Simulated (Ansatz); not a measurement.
# A series in volume scale on TiPd

Free energy against uniform scaling of the volume at fixed shape and fractions; periodic cell, basis, potentials, k mesh and filling as listed. The results are calculated, by Ansatz 0.2.0.

The cell before it is scaled or strained (space group P4/mmm, No. 123):
```
CELL_PARAMETERS angstrom
2.81470 0.00000 0.00000
0.00000 2.81470 0.00000
0.00000 0.00000 3.86580
ATOMIC_POSITIONS crystal
Ti 0.00000 0.00000 0.00000
Pd 0.50000 0.50000 0.50000
```

Settings of every row: functional r2SCAN; dispersion D3(BJ)+ATM; accuracy medium; potentials PAW; wave cutoff 750 eV; density cutoff 4500 eV; k mesh 8x8x6; k shift 0x0x0; occupations cold; smearing width 0.01 eV; spin none.

Limits: coarse k mesh, up to 40 meV an atom off; the cell comes from a prototype or a list of computed structures and needn't be the stable phase.

```csv
row,volume scale,V (Å³/atom),energy above lowest point (meV/atom)
1,0.9,13.782,81.1
2,0.925,14.165,39.8
3,0.95,14.548,13.8
4,0.975,14.931,1.2
5,1,15.313,0
6,1.025,15.696,8.6
7,1.05,16.079,?
8,1.075,16.462,50.9
9,1.1,16.845,82.4
```

Question: what energy above lowest point should row 7 give?

Worked fit of energy above lowest point. Take u = (V_r/V)^(2/3) − 1 with V_r = 15.122 Å³ an atom, which is twice the finite (Eulerian) strain; such expansions in the strain, on which the Birch-Murnaghan equation of state is built, carry the rest volume and the bulk modulus. The shown rows have u = 0.06381, 0.04455, 0.02613, 0.00851, -0.00833, -0.02453, -0.05503, -0.06941. Least squares give energy above lowest point = −0.79 + 69.2 × u + 18656 × u² + 5732 × u³ meV/atom; a parabola predicts inner rows, each left out in turn, worse (root mean square 0.41 against 0.085 meV/atom). The rows lie off it by 0.0, 0.0, -0.1, 0.0, 0.1, -0.1, 0.0, 0.0. Its lowest point lies at u = -0.0019, or V = 15.16 Å³ an atom, and the curvature there gives the bulk modulus at fixed shape and fractions, B = (4/9)(1 + u)² E″(u)/V = 174 GPa. Letting shape and atoms relax would as a rule lower it, by much in layered, chain or molecular crystals. The withheld row has u = -0.04008, so the fit gives −0.79 + 69.2 × (-0.04008) + 18656 × (-0.04008)² + 5732 × (-0.04008)³ = 26.0 meV/atom.

The calculation gave 25.9 meV/atom. The fit lies 0.1 meV/atom (0.12 % of the column's range) above it, one unit of the last digit.
